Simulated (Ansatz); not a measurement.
# A family of molecules: the atomisation energy (no zero-point term)

One atom is swapped for its congeners: SnH2F `[F][SnH2]`; SnH2Cl `[Cl][SnH2]`; SnH2Br `[Br][SnH2]`. All are doublets with charge 0.

Shapes, held fixed at every level: PBE0-D4/def2-TZVP. Programs: Ansatz 0.2.0. Values in eV.

Problem. How should the atomisation energy change along the series?

Solution. At CCSD(T)/def2-TZVPP the atomisation energy falls at every step, from 9.35 to 7.97 eV. Every level shows the same order. Open shells run unrestricted unless RO is named. For atoms past krypton def2 sets carry core potentials with scalar relativity. Relativity is left out for Br unless named. Correlated rows may include outer-core shells of Br, Sn, which these sets cover unevenly. Spin-orbit coupling, which grows down the group, is left out (summed over each molecule's free atoms 0.32, 0.34, 0.46 eV).

| level | SnH2F | SnH2Cl | SnH2Br |
| --- | --- | --- | --- |
| HF/def2-TZVPP | 6.54 | 6.12 | 5.79 |
| SPW92/def2-TZVPP | 11.19 | 9.84 | 9.42 |
| BHLYP-D4/def2-TZVPP | 9.16 | 8.36 | 7.99 |
| PBE0-D4/def2-TZVPP | 9.36 | 8.47 | 8.08 |
| wB97X-V/def2-TZVPP | 9.71 | 8.69 | 8.26 |
| CCSD(T)/def2-TZVPP | 9.35 | 8.34 | 7.97 |

The atomisation energy falls from fluoride to bromide, with the larger drop between fluorine and chlorine. Since the two Sn–H bonds are common to all three radicals, the trend probably reflects mainly the Sn–X bond. Fluorine is the most electronegative and compact of the halogens, so its bond to electropositive tin is short and strongly polar, with a large electrostatic contribution. The more diffuse valence p orbitals of chlorine and bromine give longer, less ionic and weaker bonds.

Hartree–Fock keeps the order but compresses the first step, 6.54 to 6.12 eV against 9.35 to 8.34 eV with CCSD(T), because the correlation energy gained on forming the molecule is largest for the fluoride. SPW92 errs the other way, showing the usual overbinding of the local density approximation. Atomic spin-orbit stabilisation would lower all three energies, most for the bromide, and so should reinforce the order rather than reverse it. These totals do not by themselves give individual Sn–X dissociation energies, as the SnH2 fragment relaxes once the halogen leaves.
